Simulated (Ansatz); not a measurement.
## Ti: pressure and energy change per atom against volume scale

Plane-wave DFT, scalar-relativistic PAW made under PBE with cores redone for the functional, no dispersion; the given relaxed cell is scaled uniformly, energy at zero smearing counts from the unscaled cell, pressure at the given Fermi-Dirac smearing is positive in compression. The results are calculated, by Ansatz 0.2.0.

The cell before it is scaled or strained (space group P6_3/mmc, No. 194):
```
CELL_PARAMETERS angstrom
2.93910 0.00000 0.00000
-1.46950 2.54530 0.00000
0.00000 0.00000 4.65600
ATOMIC_POSITIONS crystal
Ti 0.33333 0.66667 0.25000
Ti 0.66667 0.33333 0.75000
```

Settings of every row: spin polarised no; functional PBE; wave cutoff 420 eV; smearing width 0.1 eV; k mesh 20x20x11.

Atom starting moment: 0 on all atoms.

```csv
row,volume scale,V (Å³/atom),pressure (GPa),energy change per atom (meV)
1,0.88,15.326,17.78,102.85
2,0.92,16.022,10.74,42.1
3,0.96,16.719,4.88,9.39
4,1.04,18.112,-4.05,10.03
5,1.08,18.809,?,?
6,1.12,19.505,-10.21,75.8
```

Question: what pressure and energy change per atom should row 5 give?

Worked fit of pressure. Take u = (V_r/V)^(2/3) − 1 with V_r = 16.719 Å³ an atom, which is twice the finite (Eulerian) strain; such expansions in the strain, on which the Birch-Murnaghan equation of state is built, carry the rest volume and the bulk modulus. The shown rows have u = 0.05971, 0.0288, 0, -0.05195, -0.09765. Least squares give pressure = 4.885 + 192.54 × u + 389.5 × u² GPa; a straight line predicts inner rows, each left out in turn, worse (root mean square 1.1 against 0.022 GPa). The rows lie off it by 0.01, -0.01, 0.00, 0.02, -0.01. The pressure vanishes at u = -0.0268, or V = 17.42 Å³ an atom, and there the bulk modulus at fixed shape and fractions is B = −V dP/dV = (2/3)(1 + u) dP/du = 111 GPa. Letting shape and atoms relax would as a rule lower it, by much in layered, chain or molecular crystals. The withheld row has u = -0.07552, so the fit gives 4.885 + 192.54 × (-0.07552) + 389.5 × (-0.07552)² = -7.43 GPa.

The calculation gave -7.42 GPa. The fit lies 0.01 GPa (0.036 % of the column's range) below it, one unit of the last digit.

Worked fit of energy change per atom. Take u = (V_r/V)^(2/3) − 1 with V_r = 16.719 Å³ an atom, which is twice the finite (Eulerian) strain; such expansions in the strain, on which the Birch-Murnaghan equation of state is built, carry the rest volume and the bulk modulus. The shown rows have u = 0.05971, 0.0288, 0, -0.05195, -0.09765. Least squares give energy change per atom = 9.192 + 718.07 × u + 14317 × u² meV; a straight line predicts inner rows, each left out in turn, worse (root mean square 41 against 0.64 meV). The rows lie off it by -0.26, 0.35, 0.20, -0.50, 0.21 (root mean square 0.32 meV). The withheld row has u = -0.07552, so the fit gives 9.192 + 718.07 × (-0.07552) + 14317 × (-0.07552)² = 36.62 meV.

The calculation gave 36.21 meV. The fit lies 0.41 meV (1.1 % of the value, 0.44 % of the column's range) above it; its largest miss of a shown row is 0.50 meV.
